The molecule Cl–B–B–Cl is linear, and its two highest electrons share two equivalent π orbitals, called $x$ and $y$, which differ only by a quarter turn about the axis. The spin gap is the energy of the triplet (taken to have one electron in each orbital, spins parallel) less that of the singlet, each at its own geometry; a negative value means that the triplet is lower. The singlet was computed with paired spins, both electrons in one orbital. The density functional is PBE, and exact exchange is the share of its exchange energy that is replaced by the exact expression.

Neutral B2Cl2, computed with Ansatz 0.2.0 using PBE with the listed share of exact exchange and the def2-TZVP basis. The spin gap is the energy of the triplet minus that of the singlet, each at its own geometry. The singlet is spin-restricted, and its geometry comes from r2SCAN-D4/def2-TZVP.

```
exact exchange (%)  spin gap (kJ/mol)
                 0             -85.30
                 5             -86.60
                10             -87.90
                15             -89.20
                25             -91.60
                35             -94.00
                50             -97.30
```

**(a) The spin gap runs smoothly from row to row. Where do the calculations betray that something is wrong with the singlet?**

*Solution.* The sign is in its orbital levels. Without exact exchange, the highest occupied level of the singlet lies 0.32 eV above the lowest empty one, although electrons should fill the lowest levels first. These two levels stand more than 4 eV away from all others, which sets them apart as the two partners of the π pair.

Moving both electrons into the lower level is no remedy. The partners are equivalent, so the molecule would merely be turned by 90°, and the newly filled level would again be the upper one. The cause is that, without exact exchange, filled and empty orbitals feel the same potential. The repulsion from the pair in $x$ is strongest where the pair itself is, so it raises $x$ more than $y$, and the approximate exchange offsets this only in part. Exact exchange treats the two orbitals differently: it frees an electron in $x$ from the repulsion of its own charge, whereas an electron put into the empty $y$ would face both electrons of the pair. With enough exact exchange, the filled level therefore drops below its empty twin.

The sign is easily lost. At 5 % exact exchange the levels are already in normal order, and at 35 % they are 2.4 eV apart, while the spin gap has moved by only 0.09 eV. A healthy level order therefore doesn't certify the singlet. Nor does the recorded stability test, which calls the singlet a minimum in every run from 0 to 35 %: if such a test keeps the spins paired, it can't see a lower state in which they separate. The data makers do warn of an instability of this kind, but from tests on other systems, not from these runs. The more lasting ground for doubt is the symmetry itself: two equivalent orbitals give the pair no reason to prefer one of them, and in the model of part (b) separating the spins would lower the energy.

**(b) Why is a singlet with both electrons in $x$ the wrong state, and how large is the error?**

*Solution.* Consider two limits. If $y$ lay far above $x$, the pair would stay in $x$, and a single arrangement, $x^2$, would describe it well. If the two are equivalent, as here, $x^2$ and $y^2$ have the same energy and must mix in equal parts. One mixture is the low singlet that is wanted, the other a higher singlet, and $x^2$ alone lies halfway between them.

Let $J_{xx}$ be the repulsion of two electrons in the same orbital, $J_{xy}$ that of electrons in different orbitals, and $K$ the exchange energy between $x$ and $y$. With the orbitals held fixed, and leaving out what all the states share, the energies are

- triplet: $J_{xy}-K$
- $x^2$ alone: $J_{xx}$
- the two mixtures: $J_{xx}-K$ and $J_{xx}+K$

The symmetry about the axis requires $J_{xx}=J_{xy}+2K$. Hence $x^2$ lies $3K$ above the triplet, but the proper low singlet only $2K$. In this model the computed gap is too large by $K$, a third of its size.

For the row without exact exchange this gives $K\approx 85.3/3\approx 28$ kJ/mol. The estimate is good for the order of magnitude only, because real orbitals adjust to each state and the functional treats exchange approximately. The second weakness shows in the table: the same recipe gives 32 kJ/mol at 50 % exact exchange, although one molecule with fixed orbitals has only one $K$. Nor is it certain that the runs found the lowest state of each spin, as the estimate presumes. The model therefore supports only an order of magnitude: an error of tens of kJ/mol, not of one or of hundreds.

**(c) Could the error have been found by comparing the rows with one another?**

*Solution.* No. From 0 to 50 % exact exchange the gap changes by 12 kJ/mol, less than half of the estimated error. Every row uses the same kind of singlet, so the rows agree like gauges that share one wrong zero. Their spread measures how sensitive the gap is to the share of exact exchange, not how far it is from the truth.

The slope does tell how the two states respond. Each energy is stationary with respect to its orbitals, so a small change in the share of exact exchange acts only through the exchange energy itself. The slope of about −0.26 kJ/mol per % at the start thus means that exact exchange raises the paired singlet relative to the triplet. A possible reason, not tested here, is that approximate exchange imitates part of the absent mixing with $y^2$, and that exact exchange takes this help away.

The remedy must therefore change the description of the singlet, not the functional. Letting the spins separate is no cure by itself: in the model of part (b), one electron in each orbital with opposite spins has the energy $J_{xy}$, just $K$ above the triplet, so the gap would become too small by as much as it is now too large. But this state lies halfway between the triplet and the low singlet, so within the model doubling its distance from the triplet gives the proper gap. A method that mixes $x^2$ and $y^2$ from the outset treats the cause. The output printed below lists the level distances and the estimates of $K$.

Numerical output:

```
Spin gap along the sweep:
  row  gap_kJ_mol  change_from_0_percent_kJ_mol
    0       -85.3                             0
    5       -86.6                          -1.3
   10       -87.9                          -2.6
   15       -89.2                          -3.9
   25       -91.6                          -6.3
   35         -94                          -8.7
   50       -97.3                           -12
Change of spin gap from 0 to 50 % exact exchange (kJ/mol): -12
Size of this change relative to the gap at 0 % (%): 14.07
Slope from 0 to 15 % (kJ/mol per %): -0.26
Slope from 35 to 50 % (kJ/mol per %): -0.22
Singlet, lowest empty minus highest occupied level at 0 % (eV): -0.324
Same level distance at 5 % (eV): 0.06189
Same level distance at 10 % (eV): 0.4496
Same level distance at 15 % (eV): 0.839
Same level distance at 25 % (eV): 1.622
Same level distance at 35 % (eV): 2.41
At 0 %, highest occupied level above the next occupied one (eV): 4.795
At 0 %, lowest empty level below the next empty one (eV): 4.552
Opening of the level distance from 0 to 35 % (eV): 2.734
Change of spin gap from 0 to 35 % (eV): -0.09017
Crude estimate of the overestimate K at 0 %, one third of the gap (kJ/mol): 28.43
Crude estimate of K at 50 % (kJ/mol): 32.43
```
